**Mn⁴⁺ in an octahedron of point charges: gap and χT against distance**

The table holds the first excitation and χT at 2, 50 and 300 K of Mn⁴⁺ (3d³) among six charges of −1.5 e at 1.72 to 2.27 Å, from CASSCF(3d) with state-interaction spin-orbit coupling in OpenMolcas (ANO-RCC-VDZP, DKH2). The program tests the point-charge law Δ ∝ R⁻⁵, the second-order results g = gₑ − 8λ/Δ and χ = 8Nμ_B²/Δ, and a full diagonalisation of cubic field plus λL·S in ⁴F, with Δ taken from the gap and one fitted λ. The gap falls as R^−4.85, and the ⁴F model with λ = 145 cm⁻¹ reproduces all 18 χT values within 0.004 cm³ K/mol. Second order is good at 2 K for the three shortest distances and is 0.132 too low at 2.27 Å. The field is five or more times weaker than a rough recalled value for real Mn⁴⁺, so the low χT is a property of the point-charge model.

Mn⁴⁺ in a regular octahedron of six point charges of −1.5 e, computed with OpenMolcas 26.06: state-averaged CASSCF (three electrons in the five 3d orbitals), ANO-RCC-VDZP basis, DKH2 Hamiltonian, spin-orbit coupling by state interaction with atomic mean-field integrals. χT is the powder susceptibility times temperature from Van Vleck's formula.

## Analysis program

```python
# Table: Mn4+ (3d3) in an octahedron of six -1.5 e point charges; first excitation and chi*T at 2, 50, 300 K.
# OpenMolcas CASSCF(3d) + state-interaction spin-orbit, ANO-RCC-VDZP, DKH2. Tested: gap ~ R^-5; second-order
# g = ge - 8 lam/D and TIP = 8 N muB^2/D; full 4F model D*V + lam L.S (D from the gap, one fitted lam).
T = {
    'charge_distance': [1.72, 1.91, 1.96, 2.06, 2.1, 2.27],  # Å
    'gap': [3860, 2310, 2040, 1610, 1470, 1000],  # 1/cm
    'chi_2': [1.37, 1.08, 0.995, 0.823, 0.755, 0.491],  # cm3 K/mol
    'chi_50': [1.39, 1.12, 1.04, 0.875, 0.81, 0.56],  # cm3 K/mol
    'chi_300': [1.52, 1.32, 1.26, 1.15, 1.1, 0.923],  # cm3 K/mol
}
import numpy as np
from scipy import constants as c
from scipy.optimize import brentq, minimize_scalar
R, gap = np.array(T['charge_distance'], float), np.array(T['gap'], float)
X = np.array([T['chi_2'], T['chi_50'], T['chi_300']], float).T; Ts = (2., 50., 300.); n = len(R)
pc = c.physical_constants; ge = abs(pc['electron g factor'][0]); kc = c.k/(c.h*c.c*100)
C0 = c.N_A*(pc['Bohr magneton'][0]*1e3)**2/(c.k*1e7); S15 = C0*15/12   # cm3 K/mol
fl = lambda x: 0.5*10**(np.floor(np.log10(x)+1e-9)-2)                  # rounding floor, 3 figures
# further outputs of the same runs (typed): SO lowering; 4T2, 4T1 terms, 4A2 weight; finer chiT at 2,50,250,300 K
low = np.array([93.4, 144.8, 161.5, 198.8, 215.1, 291.2])
ext = {1: (2384.9, 4254.9, 0.948), 4: (1500.2, 2685.6, 0.883)}
fine = {0: (1.365875, 1.390412, 1.492652, 1.518211), 5: (0.49141, 0.56045, 0.84892, 0.92267)}
def ops(j):
    m = np.arange(j, -j-1, -1.); return np.diag(m), np.diag(np.sqrt(j*(j+1)-m[1:]*(m[1:]+1)), 1)
Lz, Lp = ops(3); Sz, Sp = ops(1.5); mp = np.linalg.matrix_power
V = 35*mp(Lz, 4) - 335*Lz@Lz + 360*np.eye(7) + 2.5*(mp(Lp, 4) + mp(Lp.T, 4))   # O40 + 5 O44, L = 3
ev, W = np.linalg.eigh(V); V = np.kron((V-ev[0]*np.eye(7))/(ev[1]-ev[0]), np.eye(4))  # A2 0, T2 1, T1 1.8
PA = np.kron(np.outer(W[:, 0], W[:, 0]), np.eye(4))
LS = np.kron(Lz, Sz) + 0.5*(np.kron(Lp, Sp.T) + np.kron(Lp.T, Sp))
Mz = np.kron(Lz, np.eye(4)) + ge*np.kron(np.eye(7), Sz)
def chi(D, lam, t):
    E, U = np.linalg.eigh(D*V + lam*LS); e = E-E[0]; d = e[None, :]-e[:, None]; dg = abs(d) < 1e-3
    w = np.exp(-e/(kc*t)); K = np.where(dg, 1., 2*kc*t/np.where(dg, 1., d))
    return C0*np.sum(w[:, None]*(U.T@Mz@U)**2*K)/w.sum()
def Dof(g, lam):
    return brentq(lambda D: (lambda E: E[4]-E[0]-g)(np.linalg.eigvalsh(D*V+lam*LS)), 50, 9000)
def model(lam):
    D = np.array([Dof(g, lam) for g in gap]); return D, np.array([[chi(d, lam, t) for t in Ts] for d in D])
lam = minimize_scalar(lambda l: ((model(l)[1]-X)**2).sum(), bounds=(80, 200), method='bounded').x
D, M = model(lam)
p = np.polyfit(np.log(R), np.log(gap), 1); f5 = np.exp(np.mean(np.log(gap*R**5)))/R**5
pD = np.polyfit(np.log(R), np.log(D), 1)[0]; pT = np.log(ext[4][0]/ext[1][0])/np.log(R[4]/R[1])
print(f"exponent: gap {p[0]:.2f}; model D {pD:.2f}; 4T2 term (2 rows) {pT:.2f}; gap first/last {gap[0]/gap[-1]:.2f}")
print("R/A gap/cm-1 | err% R^-5, err% free power, floor% | local exponent | model D/cm-1, lam/D, <r4>/bohr4")
a0 = pc['Bohr radius'][0]*1e10; Ha = pc['hartree-inverse meter relationship'][0]/100
for i in range(n):
    loc = np.log(gap[i]/gap[i-1])/np.log(R[i]/R[i-1]) if i else np.nan
    print(f"{R[i]:.2f} {gap[i]:.0f} | {100*(f5[i]/gap[i]-1):+.1f} {100*(np.exp(np.polyval(p, np.log(R[i])))/gap[i]-1):+.1f} {100*fl(gap[i])/gap[i]:.1f} | {loc:.2f} | {D[i]:.0f} {lam/D[i]:.3f} {D[i]/Ha*(R[i]/a0)**5*3/7.5:.2f}")
sl = (X[:, 2]-X[:, 0])/298; g = np.sqrt((X[:, 0]-2*sl)/S15); so = S15*ge**2
print(f"spin-only chiT {so:.3f} cm3K/mol; kT(300 K) {kc*300:.0f} cm-1; fitted lam {lam:.1f} (zeta=3lam {3*lam:.0f}) cm-1")
print("R | chi2 % of spin-only | g_eff, g 2nd order, implied lam | slope 1e-3 cm3/mol: table, 8NmuB2/D, 4F | exp(-gap/kT300)")
for i in range(n):
    print(f"{R[i]:.2f} | {100*X[i,0]/so:.0f} | {g[i]:.3f} {ge-8*lam/D[i]:.3f} {(ge-g[i])*D[i]/8:.0f} | {1e3*sl[i]:.2f} {8e3*C0*kc/D[i]:.2f} {1e3*(M[i,2]-M[i,0])/298:.2f} | {np.exp(-gap[i]/kc/300):.1e}")
P2 = np.array([[S15*(ge-8*lam/d)**2 + 8*C0*kc*t/d for t in Ts] for d in D])
print("R | chiT model-table 2,50,300 K: full 4F | 2nd order | floors: chi2, chi300, gap rounding on chi2")
for i in range(n):
    dg = abs(chi(Dof(gap[i]+fl(gap[i]), lam), lam, 2.)-M[i, 0])
    print(f"{R[i]:.2f} |", *[f"{v:+.3f}" for v in M[i]-X[i]], "|", *[f"{v:+.3f}" for v in P2[i]-X[i]], f"| {fl(X[i,0]):.4f} {fl(X[i,2]):.4f} {dg:.4f}")
for nm, A in (("full 4F", M), ("2nd order", P2)):
    r = abs(A-X); k = np.unravel_index(r.argmax(), r.shape)
    print(f"{nm}: rms {np.sqrt((r**2).mean()):.3f}, worst {r.max():.3f} cm3K/mol at R={R[k[0]]:.2f} A, T={Ts[k[1]]:.0f} K")
print("R | SO lowering cm-1: run, 15lam2/D, 4F, run-4F | 4F: 4A2 weight, degeneracy of 1st level, pop. above G8 at 300 K")
for i in range(n):
    E, U = np.linalg.eigh(D[i]*V+lam*LS); w = np.exp(-(E-E[0])/kc/300)
    print(f"{R[i]:.2f} | {low[i]:.0f} {15*lam**2/D[i]:.0f} {-E[0]:.0f} {low[i]+E[0]:+.0f} | {U[:,0]@PA@U[:,0]:.3f} {int((abs(E-E[4])<1e-3).sum())} {100*w[4:].sum()/w.sum():.3f}%")
for i, (t2, t1, wt) in ext.items():
    print(f"R={R[i]:.2f}: run 4T2 {t2:.0f}, gap-4T2 {gap[i]-t2:+.0f}, model D-4T2 {D[i]-t2:+.0f} cm-1; T1/T2 {t1/t2:.3f} (4F 1.8); run A2 weight {wt}")
for i, f in fine.items():
    print(f"R={R[i]:.2f}: run slope 2-50 K {1e3*(f[1]-f[0])/48:.3f}, 250-300 K {1e3*(f[3]-f[2])/50:.3f} (1e-3 cm3/mol)")
print(f"4F model D=0: chiT 2 K {chi(0., lam, 2.):.3f}, 300 K {chi(0., lam, 300.):.3f}; slope ratio last/first in table {sl[-1]/sl[0]:.1f}")
Dr = 2.0e4   # rough recalled 10Dq of real octahedral Mn4+, cm-1
print(f"rough D={Dr:.0f}: {Dr/D[0]:.0f}x D(first row), {Dr/D[1]:.0f}x D(second); same lam: g {ge-8*lam/Dr:.2f}, chiT 2 K {chi(Dr, lam, 2.):.2f}, 300 K {chi(Dr, lam, 300.):.2f}")
print(f"second row chiT 2 K: D doubled {chi(2*D[1], lam, 2.):.2f}, lam halved {chi(D[1], lam/2, 2.):.2f}; R factor for 2x field {2**-0.2:.3f}")
assert (np.diff(gap) < 0).all() and -5.5 < p[0] < -4.5
assert (np.diff(X, axis=0) < 0).all() and (X < so).all()
assert (np.diff(sl) > 0).all() and (gap > 4*kc*300).all()
```

Output:

```
exponent: gap -4.85; model D -4.90; 4T2 term (2 rows) -4.89; gap first/last 3.86
R/A gap/cm-1 | err% R^-5, err% free power, floor% | local exponent | model D/cm-1, lam/D, <r4>/bohr4
1.72 3860 | +2.1 -0.1 0.1 | nan | 3981 0.036 2.63
1.91 2310 | +1.0 +0.4 0.2 | -4.90 | 2393 0.060 2.67
1.96 2040 | +0.5 +0.2 0.2 | -4.81 | 2111 0.069 2.68
2.06 1610 | -0.7 -0.2 0.3 | -4.76 | 1654 0.087 2.70
2.10 1470 | -1.2 -0.5 0.3 | -4.73 | 1503 0.096 2.70
2.27 1000 | -1.6 +0.3 0.5 | -4.95 | 1022 0.142 2.70
spin-only chiT 1.880 cm3K/mol; kT(300 K) 209 cm-1; fitted lam 144.7 (zeta=3lam 434) cm-1
R | chi2 % of spin-only | g_eff, g 2nd order, implied lam | slope 1e-3 cm3/mol: table, 8NmuB2/D, 4F | exp(-gap/kT300)
1.72 | 73 | 1.709 1.712 146 | 0.50 0.52 0.51 | 9.1e-09
1.91 | 57 | 1.516 1.519 145 | 0.81 0.87 0.81 | 1.5e-05
1.96 | 53 | 1.455 1.454 144 | 0.89 0.99 0.90 | 5.6e-05
2.06 | 44 | 1.323 1.303 140 | 1.10 1.26 1.08 | 4.4e-04
2.10 | 40 | 1.267 1.232 138 | 1.16 1.39 1.16 | 8.7e-04
2.27 | 26 | 1.020 0.870 125 | 1.45 2.04 1.45 | 8.3e-03
R | chiT model-table 2,50,300 K: full 4F | 2nd order | floors: chi2, chi300, gap rounding on chi2
1.72 | -0.004 +0.000 -0.002 | +0.005 +0.010 +0.011 | 0.0050 0.0050 0.0006
1.91 | +0.000 -0.001 +0.000 | +0.003 +0.005 +0.023 | 0.0050 0.0050 0.0014
1.96 | +0.002 -0.000 +0.003 | -0.001 +0.001 +0.028 | 0.0005 0.0050 0.0017
2.06 | +0.002 +0.002 -0.003 | -0.025 -0.016 +0.024 | 0.0005 0.0050 0.0023
2.10 | +0.001 +0.001 -0.000 | -0.040 -0.029 +0.028 | 0.0005 0.0050 0.0026
2.27 | -0.001 -0.001 -0.000 | -0.132 -0.103 +0.044 | 0.0005 0.0005 0.0031
full 4F: rms 0.002, worst 0.004 cm3K/mol at R=1.72 A, T=2 K
2nd order: rms 0.045, worst 0.132 cm3K/mol at R=2.27 A, T=2 K
R | SO lowering cm-1: run, 15lam2/D, 4F, run-4F | 4F: 4A2 weight, degeneracy of 1st level, pop. above G8 at 300 K
1.72 | 93 79 79 +14 | 0.980 2 0.000%
1.91 | 145 131 130 +14 | 0.948 2 0.002%
1.96 | 162 149 147 +14 | 0.935 2 0.009%
2.06 | 199 190 184 +14 | 0.900 2 0.078%
2.10 | 215 209 201 +14 | 0.883 2 0.158%
2.27 | 291 307 279 +12 | 0.792 4 1.393%
R=1.91: run 4T2 2385, gap-4T2 -75, model D-4T2 +8 cm-1; T1/T2 1.784 (4F 1.8); run A2 weight 0.948
R=2.10: run 4T2 1500, gap-4T2 -30, model D-4T2 +2 cm-1; T1/T2 1.790 (4F 1.8); run A2 weight 0.883
R=1.72: run slope 2-50 K 0.511, 250-300 K 0.511 (1e-3 cm3/mol)
R=2.27: run slope 2-50 K 1.438, 250-300 K 1.475 (1e-3 cm3/mol)
4F model D=0: chiT 2 K 0.077, 300 K 0.638; slope ratio last/first in table 2.9
rough D=20000: 5x D(first row), 8x D(second); same lam: g 1.94, chiT 2 K 1.77, 300 K 1.80
second row chiT 2 K: D doubled 1.45, lam halved 1.45; R factor for 2x field 0.871
```
